The model has three conduction electrons with one isotropic effective mass $m^*$ in a spherical parabolic well,

$$H=\sum_{i=1}^{3}\left[-\frac{\hbar^2}{2m^*}\nabla_i^2+\tfrac12 m^*\omega^2 r_i^2\right].$$

I take $m^*=0.13\,m_e$, a typical value for CdSe, and I choose $\hbar\omega=0.100$ eV, or 1160 K. Then $\hbar^2/2m^*=0.293$ eV nm$^2$ and the oscillator length is $\ell=\sqrt{\hbar/m^*\omega}=2.42$ nm. I leave the repulsion out for now and give its size later, and all digits refer to the model. This $H$ can be solved by filling orbitals or through the hyperradial equation. The first solution knows nothing of hyperspheres, so it tests the second.

## Coordinates

My Jacobi vectors are

$$\mathbf x=\frac{\mathbf r_1-\mathbf r_2}{\sqrt2},\qquad \mathbf y=\frac{2\mathbf r_3-\mathbf r_1-\mathbf r_2}{\sqrt6},\qquad \mathbf R=\frac{\mathbf r_1+\mathbf r_2+\mathbf r_3}{\sqrt3}.$$

The transformation is orthogonal, so $\sum\nabla_i^2$ and $\sum r_i^2$ keep their form, and each vector carries the mass $\mu=m^*$. The centre of mass separates as a three-dimensional oscillator with zero-point energy $\tfrac32\hbar\omega=0.150$ eV. For the other six coordinates put $|\mathbf x|=\rho\cos\alpha$ and $|\mathbf y|=\rho\sin\alpha$ with $0\le\alpha\le\pi/2$. The hyperradius obeys $\rho^2=\tfrac13(r_{12}^2+r_{13}^2+r_{23}^2)$, so it is the root-mean-square pair distance. The volume element is $\rho^5\cos^2\!\alpha\,\sin^2\!\alpha\,d\rho\,d\alpha\,d\hat x\,d\hat y$, and

$$\nabla_x^2+\nabla_y^2=\partial_\rho^2+\frac5\rho\,\partial_\rho-\frac{\Lambda^2}{\rho^2},$$

$$\Lambda^2=-\frac{1}{\sin^2 2\alpha}\,\partial_\alpha \sin^2 2\alpha\,\partial_\alpha+\frac{L_x^2}{\cos^2\alpha}+\frac{L_y^2}{\sin^2\alpha}.$$

Here $L_x^2$ and $L_y^2$ are the squared orbital angular momenta of $\mathbf x$ and $\mathbf y$ in units of $\hbar^2$, with eigenvalues $l_x(l_x+1)$ and $l_y(l_y+1)$.

**Question.** *Other authors use another $\mu$. Does the barrier depend on that choice?*

No. Scaling $\rho\to s\rho$ goes with $\mu\to\mu/s^2$, and only $\mu\rho^2$ enters.

## The grand angular operator

Take a homogeneous polynomial of degree $K$ in the six components that the six-dimensional Laplacian annihilates, and write it as $\rho^K\mathcal Y_K$. The radial terms give $K(K-1)+5K$, so

$$\Lambda^2\mathcal Y_K=K(K+4)\,\mathcal Y_K .$$

Such polynomials, restricted to $\rho=1$, span the functions on the 5-sphere. To label them, multiply a solid harmonic of degree $l_x$ in $\mathbf x$, one of degree $l_y$ in $\mathbf y$, and $q=\sum_{j=0}^n c_j\,x^{2j}y^{2(n-j)}$. For a solid harmonic $S_l$ one has $\nabla^2(r^{2j}S_l)=2j(2j+2l+1)\,r^{2j-2}S_l$, so harmonicity requires

$$(j+1)(2j+2l_x+3)\,c_{j+1}=-(n-j)(2n-2j+2l_y+1)\,c_j .$$

This fixes $q$ up to a factor, one solution for every $n$, and the degree is

$$K=2n+l_x+l_y .$$

For $n=1$, $q\propto(2l_x+3)\,y^2-(2l_y+3)\,x^2$. For $l_x=l_y=0$ the angular function is $\sin[2(n+1)\alpha]/\sin2\alpha$, with eigenvalue $4(n+1)^2-4=2n(2n+4)$. The parity is $(-1)^{l_x+l_y}=(-1)^K$.

The degeneracy $d_K$ is the sum of $(2l_x+1)(2l_y+1)$ over the allowed triples. For $K=2$ the triples $(n,l_x,l_y)=(1,0,0),(0,2,0),(0,0,2),(0,1,1)$ give $1+5+5+9=20$. In general there are $\binom{K+5}{5}$ monomials of degree $K$, and the Laplacian maps their span onto the polynomials of degree $K-2$, so

$$d_K=\binom{K+5}{5}-\binom{K+3}{5}=\frac{(K+1)(K+2)^2(K+3)}{12}.$$

## The hyperradial equation

Write $\Psi=\rho^{-5/2}u(\rho)\,\mathcal Y_K$, so that the norm is $\int|u|^2d\rho$. Differentiation gives $(\partial_\rho^2+5\rho^{-1}\partial_\rho)\rho^{-5/2}u=\rho^{-5/2}\,(u''-\tfrac{15}{4}\rho^{-2}u)$. Since $K(K+4)+\tfrac{15}4=(K+\tfrac32)(K+\tfrac52)\equiv B_K$,

$$-\frac{\hbar^2}{2\mu}u''+\frac{\hbar^2(K+\frac32)(K+\frac52)}{2\mu\rho^2}\,u+V(\rho)\,u=E\,u .$$

A single equation is exact when the potential depends on $\rho$ alone. The parabolic dot has this property, with $V=\tfrac12\mu\omega^2\rho^2$.

Let me solve it first for an unknown barrier strength $B$. The function $u=\rho^{s}e^{-\rho^2/2\ell^2}$ is a solution if $s(s-1)=B$, with $E=(s+\tfrac12)\hbar\omega$. The larger root gives $E=\hbar\omega\,(1+\sqrt{B+1/4})$. For $B_K$ the square root is $K+2$ exactly, and the full ladder is

$$u_{vK}=\rho^{K+5/2}e^{-\rho^2/2\ell^2}L_v^{(K+2)}(\rho^2/\ell^2),\qquad E_{vK}=(2v+K+3)\,\hbar\omega ,$$

with $L_v^{(a)}$ the generalized Laguerre polynomial and $v=0,1,2,\dots$

Six Cartesian oscillators have the levels $(N+3)\hbar\omega$ with $\binom{N+5}{5}$ states each. The energies agree for $N=2v+K$, and the counts agree if $d_N+d_{N-2}+\dots=\binom{N+5}{5}$.

| $K$ | $K(K+4)$ | $d_K$ | $\binom{K+5}{5}$ | $B_K$ | barrier at $\rho=5$ nm (eV) | $E_{0K}$ (eV) |
|---|---|---|---|---|---|---|
| 0 | 0 | 1 | 1 | 3.75 | 0.044 | 0.300 |
| 1 | 5 | 6 | 6 | 8.75 | 0.103 | 0.400 |
| 2 | 12 | 20 | 21 | 15.75 | 0.185 | 0.500 |
| 3 | 21 | 50 | 56 | 24.75 | 0.290 | 0.600 |

Indeed $21=20+1$ and $56=50+6$. Had I dropped the $15/4$, the $K=1$ level would lie at $(1+\sqrt{21/4})\hbar\omega=0.329$ eV, which is no level of the Cartesian problem.

**Question.** *Why is there a barrier at $K=0$, where nothing rotates?*

It comes from the measure $\rho^5d\rho$, and it acts on $u$. The function $\Psi$ is finite at $\rho=0$ for $K=0$, but the probability $|u|^2$ vanishes as $\rho^5$. For two particles the same step in three dimensions leaves no remainder. In six dimensions it leaves $15/4$, which is $\mathcal L(\mathcal L+1)$ at $K=0$ with the effective angular momentum $\mathcal L=K+\tfrac32$.

## Which harmonics electrons may use

A permutation acts on the pair $(\mathbf x,\mathbf y)$ as an orthogonal $2\times2$ matrix, so it leaves $\rho$ and $K$ unchanged. The exchange $P_{12}$ sends $\mathbf x\to-\mathbf x$ at fixed $\mathbf y$. The exchange $P_{23}$ sends $\mathbf x\to\tfrac12\mathbf x-\tfrac{\sqrt3}2\mathbf y$ and $\mathbf y\to-\tfrac{\sqrt3}2\mathbf x-\tfrac12\mathbf y$. Both have determinant $-1$. Three spins $\tfrac12$ offer a symmetric quartet and a mixed-symmetry pair of doublets, and no antisymmetric function.

The $K=0$ harmonic is symmetric and therefore forbidden. The six $K=1$ harmonics are the components of $\mathbf x/\rho$ and $\mathbf y/\rho$, a mixed-symmetry pair with $L=1$. For each $M_L$ and $M_S$ one antisymmetric combination exists. It gives equal weight to $\mathbf y$ times the doublet with electrons 1 and 2 in a singlet and to $\mathbf x$ times the doublet with them in a triplet. This is an odd-parity $^2P$ term with 6 states at $0.150+0.400=0.550$ eV. Orbital filling gives $1s^21p$, with $3\times2=6$ determinants at $(\tfrac32+\tfrac32+\tfrac52)\hbar\omega$, the same energy.

The 20 harmonics of $K=2$ split into four sets. The functions $x^2-y^2$ and $2\,\mathbf x\cdot\mathbf y$ form a mixed pair with $L=0$. The traceless parts of $x_ax_b-y_ay_b$ and $x_ay_b+y_ax_b$ form a mixed pair with $L=2$. The traceless part of $x_ax_b+y_ay_b$ is symmetric with $L=2$. The vector $\mathbf x\times\mathbf y$ picks up the determinant and is antisymmetric with $L=1$. That is $2+10+5+3=20$. The allowed terms are $^2S$, $^2D$ and $^4P$, with $2+10+12=24$ states. One centre-of-mass quantum on the ground term adds $3\times6=18$, for a total of 42 at 0.650 eV. Orbital filling gives $1s^2$ with one electron in the six two-quantum orbitals, 12 states, and $1s\,1p^2$, $2\binom62=30$ states. The sum is again 42.

So the ground state already feels the $K=1$ barrier. The effective potential has its minimum $\sqrt{B_1}\,\hbar\omega=0.296$ eV at $\rho=B_1^{1/4}\ell=4.16$ nm. The curvature there corresponds to the frequency $2\omega$, so a harmonic estimate of the breathing motion adds $\hbar\omega$ and gives 0.396 eV, against the exact 0.400 eV. From $\langle\rho^2\rangle=(K+3)\ell^2$ at $v=0$ the rms pair distance is $2\ell=4.84$ nm, which is why the table uses 5 nm. The barrier there amounts to 1190 K.

## Free solutions

Set $V=0$ and $E=\hbar^2k^2/2\mu$. Then $u''+[k^2-((K+2)^2-\tfrac14)/\rho^2]\,u=0$, which $\sqrt\rho\,J_{K+2}(k\rho)$ and $\sqrt\rho\,Y_{K+2}(k\rho)$ solve. The regular wave is

$$\Psi=\rho^{-2}J_{K+2}(k\rho)\,\mathcal Y_K .$$

It starts as $\rho^K$, and at large distance $u\to\sqrt{2/\pi k}\,\sin[k\rho-(K+\tfrac32)\pi/2]$. At $E=0.050$ eV, $k=0.413$ nm$^{-1}$, and the classical turning point for $K=1$ is $\sqrt{B_1}/k=7.16$ nm. A triple collision at this energy reaches the 5 nm region only by tunnelling.

The dot contains this wave as a limit. Put $u=\rho^{K+5/2}g$ with $g(0)=1$ and define $k^2\ell^2=2E/\hbar\omega=4v+2K+6$. The power series of $g$ for the dot and for the free wave agree through $\rho^2$ and first differ by $\rho^4/[8(K+4)\ell^4]$. As $v$ grows, the first node moves inward, where the well matters less. For $K=1$ the node is the smallest root of $L_v^{(3)}(\rho^2/\ell^2)$, at $\rho^2/\ell^2=4$ for $v=1$ and $5-\sqrt5$ for $v=2$.

| $v$ | $k^2\ell^2$ | $k\rho$ at first node |
|---|---|---|
| 1 | 12 | 6.928 |
| 2 | 16 | 6.650 |
| 3 | 20 | 6.544 |
| free | | 6.380 |

The last entry is the first zero of $J_3$.

**Question.** *What does the barrier do to a phase shift?*

Take a hard hypersphere, $u(a)=0$, with $u=\sqrt\rho\,[J_{K+2}\cos\delta-Y_{K+2}\sin\delta]$ outside. Then $\tan\delta_K=J_{K+2}(ka)/Y_{K+2}(ka)$. The small-argument forms $J_p(z)\approx(z/2)^p/p!$ and $Y_p(z)\approx-(p-1)!\,(2/z)^p/\pi$ give

$$\tan\delta_K\approx-\frac{\pi\,(ka/2)^{2K+4}}{(K+1)!\,(K+2)!}.$$

The phase vanishes as $E^{K+2}$, so as $E^3$ in the doublet $K=1$ channel and as $E^4$ in the quartet $K=2$ channel. This law holds for a force that acts only when all three particles are close.

**Question.** *Electrons repel each other. How large is the term you dropped?*

It is as large as the barrier. With a static dielectric constant of approximately 9.5 for CdSe, the scale is $E_C=e^2/4\pi\epsilon_0\epsilon\ell=0.0626$ eV, or $0.63\,\hbar\omega$. In an antisymmetric state the three pairs contribute equally, and $r_{12}=\sqrt2\,|\mathbf x|$. For the oscillator, $\langle\ell/|\mathbf x|\rangle$ is $2/\sqrt\pi$ in the $s$ state and $4/(3\sqrt\pi)$ in the $p$ state. The $^2P$ term has $\mathbf x$ half in each, and the $^4P$ term has it in $p$ only. Therefore

$$\langle V_C\rangle_{^2P}=\frac{3}{\sqrt2}\,\frac{5}{3\sqrt\pi}E_C=\frac{5E_C}{\sqrt{2\pi}}=0.125\ \text{eV},\qquad \langle V_C\rangle_{^4P}=\frac{4E_C}{\sqrt{2\pi}}=0.100\ \text{eV}.$$

To first order the doublet-quartet gap falls from 0.100 eV to about 0.075 eV. With an expansion parameter of 0.63 I would not trust the second digit of that gap.

In hyperspherical form the repulsion is an angular function divided by $\rho$. In the $^2P$ channel the two halves carry the weights $\sin^2\alpha$ and $\cos^2\alpha$, which add to one. The average of $1/\cos\alpha$ over $\cos^2\!\alpha\,\sin^2\!\alpha\,d\alpha$ is $(1/3)/(\pi/16)$. The diagonal term is thus $C\,e^2/4\pi\epsilon_0\epsilon\rho$ with $C=8\sqrt2/\pi=3.60$. At 5 nm it is 0.109 eV against a barrier of 0.103 eV. The two cross at 4.7 nm, and beyond that the repulsion is the larger.

**Question.** *Then what survives in the interacting problem?*

The kinetic operator survives unchanged, and with it the eigenvalues, degeneracies and barriers. What is lost is the single equation. The angular part of the repulsion couples $K=1$ to higher odd $K$ with the same $L$, $S$ and parity, and one solves coupled hyperradial equations, each with its own $B_K$ on the diagonal. The Bessel waves are not the asymptotic form for unscreened charges, because $1/\rho$ outlasts $1/\rho^2$. Even a pair force of short range $b$ leaves a tail. It acts where $\cos\alpha\lesssim b/\rho$, and the weight $\cos^2\alpha\,d\alpha$ of that region makes its $s$-wave matrix elements fall only as $\rho^{-3}$. That is faster than the barrier, but it can dominate the low-energy phase over the hard-hypersphere law.

**Question.** *And the CdSe band is not parabolic.*

That touches the kinetic operator itself. In a two-band estimate, $\varepsilon(1+\varepsilon/E_g)=T$ with $T=\hbar^2\kappa^2/2m^*$ for an electron of wave vector $\kappa$, the leading correction is $-T^2/E_g$. The averages $\langle T^2\rangle$ are $\tfrac{15}{16}(\hbar\omega)^2$ in $1s$ and $\tfrac{35}{16}(\hbar\omega)^2$ in $1p$, and they sum to $\tfrac{65}{16}(\hbar\omega)^2$ for $1s^21p$. With $E_g$ approximately 1.75 eV the ground term moves down by about 0.02 eV. The sum $\sum_i\kappa_i^4$ is not a function of the six-dimensional momentum length alone, so it mixes different $K$ and couples them to the centre of mass. The barrier $\hbar^2(K+\tfrac32)(K+\tfrac52)/2\mu\rho^2$ is exact to the extent that the three electrons have a kinetic energy quadratic and isotropic in their momenta.